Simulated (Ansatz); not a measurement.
**How basis sets differ on C2H3BrF2 (SMILES FC(F)CBr)**

C2H3BrF2 has 8 atoms, charge 0, and is taken as a singlet. As SMILES, `FC(F)CBr`. The shape is that of a PBE0-D4/def2-TZVP optimisation. This is one conformer, not always the lowest.

Quantity: the HOMO–LUMO gap, in eV. The values are calculated.

```
                          level          kind  program  value (eV)  CPU time
                      HF/STO-3G  Hartree–Fock   Ansatz       17.83     1.4 s
                       HF/3-21G  Hartree–Fock   Ansatz       15.23       2 s
                       HF/6-31G  Hartree–Fock   Ansatz       14.95    0.95 s
HF/6-31G* (spherical functions)  Hartree–Fock   Ansatz       15.11     7.5 s
                    HF/def2-SVP  Hartree–Fock   Ansatz       15.16     7.7 s
```

All-electron rows without a relativistic Hamiltonian named are non-relativistic. The values span 14.95 to 17.83 eV. A Hartree–Fock LUMO above zero doesn't converge with the basis: it sinks as sets grow more diffuse. Orbital gaps aren't excitation energies. Times are those of the runs behind each value, whatever else they computed, on shared processors of several kinds: orders of magnitude only.

The main change comes on leaving the minimal basis: the gap falls from 17.83 eV with STO-3G to 15.23 eV with 3-21G, while the four split-valence sets lie close together. The HOMO is probably mostly a bromine 4p lone pair, and the lowest valence acceptor orbital should be C–Br σ*. With a single contracted function per valence shell, an empty orbital can't adjust its radial extent independently of the occupied ones, which leaves it too compact and too high in energy. Splitting the valence shell lifts that constraint, so most of the drop probably comes from the LUMO.

Polarisation functions matter much less here, and 6-31G* gives a slightly wider gap than 6-31G. That is no contradiction of the variational principle, which bounds the total energy but not a difference between orbital energies. The near-agreement of 3-21G and def2-SVP therefore doesn't show that they describe the frontier orbitals equally well, since shifts in the two levels can cancel in the gap.
